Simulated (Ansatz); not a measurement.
# Magnon dispersion of antiferromagnetic MnCuAs (P4/nmm) from rigid-moment exchange couplings with PBEsol

Adiabatic magnon energies are calculated for collinear antiferromagnetic MnCuAs along a path through the zone of its magnetic cell, each measured from the magnetic state taken as the ground state. The problem is to find how these energies disperse in the layers and along c, and which exchange couplings set their size. Antiferromagnetic metals of this kind are of interest for memory elements switched by current, where the magnon spectrum bears on the speed of the dynamics and on how well the order withstands heat. The couplings come from PBEsol with the exchange fields frozen as the moments turn. Damping is left out, and in a metal it can broaden the upper part of such a spectrum strongly.

## Calculations

One crystal, MnCuAs (P4/nmm), in the lowest of the collinear states that were tried (6 atom(s), 2 counted as magnetic, largest moment 3.34 muB), from cells of the Materials Project database (relaxed there by DFT). Ansatz 0.2.0, plane waves with its default PAW datasets, cutoff 420 eV, collinear spins without spin-orbit coupling, Fermi-Dirac smearing of 0.1 eV. The k mesh is 10×10×6 and the sums for the couplings run over 12×12×8. Functional: PBEsol, Dudarev U (eV) none. The couplings come from the magnetic force theorem at rigid moments: each moment turns with its exchange field frozen. The strongest shells of the first set are Mn–Mn pairs of opposed moments at 3.36 Å, 4 neighbours, J = -17 meV; Mn–Mn pairs of parallel moments at 5.23 Å, 4 neighbours, J = 8.63 meV; Mn–Mn pairs of opposed moments at 5.04 Å, 4 neighbours, J = -3.79 meV. Adiabatic magnon energies follow from all couplings by linear spin-wave theory along a path through the zone of the magnetic cell. The rows are a selection of 22 of the 67 points on this stretch of the path, with its corners; over all 67 points the lowest branch of the first set reaches 190 meV and the highest 190 meV. By the count of bands on its mesh the state is metallic.

Notes on method and selection:

- J is defined by E = -sum over ordered pairs (each pair twice) of J e_i.e_j with unit vectors e, a classical Heisenberg model without biquadratic or multi-spin terms, so J > 0 favours parallel moments and the moment's size is inside J.
- Without spin-orbit coupling there is no anisotropy, so the lowest branch goes to zero at the ordering wavevectors; damping and quantum corrections are left out.
- Couplings at rigid moments can miss in size and sometimes in sign.
- The state is the lowest of a few collinear starts and need not be the true ground state; spin-orbit coupling is left out.
- Ansatz's own search for a lower self-consistent state was switched off in these runs, so a run may rest in a state that is not the lowest for its pattern of moments.
- Runs whose couplings were flagged as in doubt, moved by over 30 per cent with the upper empty bands, lost their pattern of moments or rest on unlike orbital states are not listed.
- For crystals with 4f or 5f elements only couplings at constrained moments are used, since rigid ones can be several times too large.
- Runs that did not converge, have known faults or may not be shown are not listed, and runs on Ansatz's PAW sets soft_1 and soft_2 are kept to separate tables.

Columns:

- path length (1/Å): length along the path from its start.
- q: wavevector in fractions of the magnetic cell's reciprocal vectors.
- lowest, rigid (meV): energy of the lowest magnon branch, rigid couplings.
- highest, rigid (meV): energy of the highest of the 2 branches, rigid couplings.

Input lines of one member:

```
magnetization:
  spin_polarized: true
kpoints:
  mp_grid: { grid: [10, 10, 6] }
  band_path:
    path:
      - [0.0, 0.0, 0.0]
      - [0.0, 0.5, 0.0]
      - [0.5, 0.5, 0.0]
      - [0.0, 0.0, 0.0]
      - [0.0, 0.0, 0.5]
      - [0.0, 0.5, 0.5]
      - [0.5, 0.5, 0.5]
    npoints: 11
hamiltonian:
  xc: pbesol
scf:
  occupations: { method: fermi_dirac, width: 0.1 }
  lower_state_search: "off"
output:
  write_bands: true
  eigenstates:
    nscf_kmesh: { grid: [12, 12, 8] }
    top_band: c98
    exchange_couplings: { magnetic: [{ species: Mn }], moments: rigid }
```

Command (options for logging and memory left out): `ansatz run input.yaml`

## Results

```
member     path length (1/Å)  q                  lowest, rigid (meV)  highest, rigid (meV)  remark
0.000 1/Å  0.000              (0, 0, 0)          0.0                  0.0                   corner of the path
0.309 1/Å  0.309              (0, 0.182, 0)      84.5                 84.5
0.618 1/Å  0.618              (0, 0.364, 0)      166.1                166.1
0.849 1/Å  0.849              (0, 0.5, 0)        189.7                189.7                 corner of the path
0.926 1/Å  0.926              (0.045, 0.5, 0)    188.8                188.8
1.235 1/Å  1.235              (0.227, 0.5, 0)    163.8                163.8
1.544 1/Å  1.544              (0.409, 0.5, 0)    119.3                119.3
1.698 1/Å  1.698              (0.5, 0.5, 0)      112.7                112.7                 corner of the path
1.917 1/Å  1.917              (0.409, 0.409, 0)  125.7                125.7
2.353 1/Å  2.353              (0.227, 0.227, 0)  150.9                150.9
2.790 1/Å  2.790              (0.045, 0.045, 0)  30.2                 30.2
2.899 1/Å  2.899              (0, 0, 0)          0.0                  0.0                   corner of the path
3.033 1/Å  3.033              (0, 0, 0.136)      31.3                 31.3
3.211 1/Å  3.211              (0, 0, 0.318)      ?                    ?
3.390 1/Å  3.390              (0, 0, 0.5)        62.5                 62.5                  corner of the path
3.698 1/Å  3.698              (0, 0.182, 0.5)    89.4                 89.4
4.007 1/Å  4.007              (0, 0.364, 0.5)    151.0                151.0
4.239 1/Å  4.239              (0, 0.5, 0.5)      167.8                167.8                 corner of the path
4.316 1/Å  4.316              (0.045, 0.5, 0.5)  168.1                168.1
4.625 1/Å  4.625              (0.227, 0.5, 0.5)  157.7                157.7
4.934 1/Å  4.934              (0.409, 0.5, 0.5)  117.6                117.6
5.088 1/Å  5.088              (0.5, 0.5, 0.5)    110.9                110.9                 corner of the path
```

Cells marked ? are withheld until the estimate has been made.

## What drives the series

The two branches coincide in every row with a value, as expected when inversion exchanges the two opposed Mn sublattices. The energy rises from zero to 189.7 meV at (0, 0.5, 0), but only to 62.5 meV at (0, 0, 0.5). Along the diagonal it passes through 150.9 meV at (0.227, 0.227, 0) and is back down to 112.7 meV at the corner (0.5, 0.5, 0).

Linear spin-wave theory gives ω = (4/m) √{[S + D(q)]² − |F(q)|²}, with m the moment in μB; the factor 4 comes from g = 2 and from counting each pair twice in E. S is the summed strength of the couplings between opposed moments, F(q) is their Fourier sum, and D(q) is the cost of dephasing moments on the same sublattice. The three listed shells give S = 4 × (17 + 3.79) = 83.2 meV.

At both in-plane zone-boundary points F vanishes by symmetry. At (0, 0.5, 0) the parallel pairs at 5.23 Å are turned fully out of phase, so D = 8 × 8.63 = 69.0 meV and ω = 4 / 3.34 × (83.2 + 69.0) = 182 meV. At (0.5, 0.5, 0) the same pairs are back in phase, D = 0, and ω = 4 / 3.34 × 83.2 = 99.6 meV. The parallel coupling alone thus gives a difference of about 83 meV between the two points, against 189.7 − 112.7 = 77.0 meV in the table.

Along c the decisive coupling is the weaker one at 5.04 Å, which joins one Mn double layer to the next. With the 3.36 Å coupling alone, the double layers could turn against each other at no cost. The two together give 32 / 3.34 × √(17 × 3.79) = 76.9 meV at (0, 0, 0.5), above the tabulated 62.5 meV, so longer couplings matter here. They also show in the drop of 189.7 − 167.8 = 21.9 meV from (0, 0.5, 0) to (0, 0.5, 0.5), which within this model must come from pairs on the same sublattice in different layers.

## Prediction

Plain estimates from the members shown:

- 3.211 1/Å, straight-line interpolation between 3.033 1/Å and 3.390 1/Å: w = (3.211 − 3.033) / (3.390 − 3.033) = 0.499, so 31.3 + 0.499 × (62.5 − 31.3) = 46.9 meV

The straight line gives 46.9 meV, which should be too low: the branch has to arrive flat at (0, 0, 0.5) by symmetry, so it bends over between the two neighbouring points.

A form that respects this is ω² = A(1 − cos 2πh) + B(1 − cos 4πh), with h the third component of q. The zone-boundary value gives A = 62.5² / 2 = 1953 meV². The point at h = 0.136 gives B = (31.3² − 1953 × (1 − cos(2π × 0.136))) / (1 − cos(4π × 0.136)), or about 270 meV². At h = 0.318 this yields ω = √(1953 × (1 − cos(2π × 0.318)) + 270 × (1 − cos(4π × 0.318))), or about 57 meV.

The same construction, with the starting value of ω² added where it is not zero, was tried on three shown points lying between the points used for the fit:

- (0, 0.364, 0): about 0.3 meV too low
- (0, 0.364, 0.5): about 2.9 meV too low
- (0.409, 0.409, 0): about 4.2 meV too high

The root-mean-square miss is 3 meV, taken as the error. Between the start of a stretch and the inner fitted point the form can be much worse: on the diagonal it gives about 40 meV at (0.045, 0.045, 0), where the table has 30.2 meV. The withheld point lies between the inner fitted point and the zone boundary, as the three test points do.

**Committed estimate, 3.211 1/Å: lowest, rigid = 57 ± 3 meV.**

## Check

```
member     path length (1/Å)  q              lowest, rigid (meV)  highest, rigid (meV)
3.211 1/Å  3.211              (0, 0, 0.318)  57.4                 57.4
```

```
member     estimate       lowest, rigid (meV)  computed  estimate − computed  miss in error bars
3.211 1/Å  committed      57.0                 57.4      −0.4                 0.1
3.211 1/Å  interpolation  46.9                 57.4      −10.5
```

The computed energy at (0, 0, 0.318) is 57.4 meV. The estimate of 57 ± 3 meV is 0.4 meV too low and well inside its error bar, while the straight line is 10.5 meV too low. So close a hit is better than the 3 meV scatter of the route gives reason to expect.

The argument that the branch must flatten towards (0, 0, 0.5) held, and so did the second harmonic in ω². With the three listed shells alone, ω along c is a pure sine. Scaled to the zone-boundary value, that sine, 62.5 × sin(π × 0.318), gives about 53 meV, which is between 4 and 5 meV below the computed energy. The branch therefore rises earlier and flattens more than these shells allow, and couplings of longer range must take part. The result does not identify which pairs carry them.

## Where the trend breaks

The trend used here is the three-shell formula ω = (4/3.34) √{[83.2 + D]² − |F|²}, for q = (h, k, l), with D = 4 × 8.63 × (1 − cos 2πh cos 2πk) and |F| = 4 cos πh cos πk |17 + 3.79 exp(2πil)|, all in meV. Over the 20 rows away from q = 0 its typical miss is 13 meV, against a scatter of 48 meV about their mean.

Two rows lie farthest from it. At (0.227, 0.227, 0) the table has 150.9 meV and the formula lies about 23 meV lower. Couplings outside the three listed shells that stiffen the in-plane modes are the likely reason, since the tabulated energy at the corner (0.5, 0.5, 0) also lies above the formula, by 13 meV. A parallel-favouring coupling between Mn atoms one cell edge apart would act this way, but if sized to mend the corner it would explain only part of the larger miss.

At (0, 0.182, 0.5) the table has 89.4 meV and the formula lies about 22 meV higher. Here the likely reason is same-sublattice coupling between layers that favours opposed moments and so lowers D. Going from l = 0 to l = 0.5 costs 21.9 meV at (0, 0.5, l) but only 112.7 − 110.9 = 1.8 meV at (0.5, 0.5, l). Pairs stacked exactly along c would lower both equally, so pairs also displaced in the plane must contribute.

## Rules of thumb and their limits

Three shells reproduce the main shape of the dispersion on this path, but not energies to better than about 13 meV. Between the inner fitted point and the zone boundary of one straight stretch, the two-harmonic form gives energies to about 3 meV.

The slope near q = 0 gives the magnon velocity, estimated here from the straight line between q = 0 and the nearest listed point on the diagonal and along c. In the plane it is 30.2 / (2.899 − 2.790) = 277 meV Å; with ħ = 0.658 meV ps this is 277 / 0.658 = 421 Å/ps, or about 42 km/s. Along c, 31.3 / (3.033 − 2.899) = 234 meV Å gives about 36 km/s. The long waves are thus much less anisotropic than the zone-boundary energies of 189.7 and 62.5 meV suggest.

The main uncertainty is probably the rigid-moment approximation itself, which can miss the couplings in size and sometimes in sign and so could rescale the whole spectrum. Damping by electron–hole pairs could also broaden the upper modes. Spin-orbit coupling can open a gap at q = 0 and matters mainly for the lowest energies.

[Logs are printed without paths, hosts, clocks, repeated set-up lines and the standing remarks that a program may print on its own settings, such as how far it seeks lower states.]
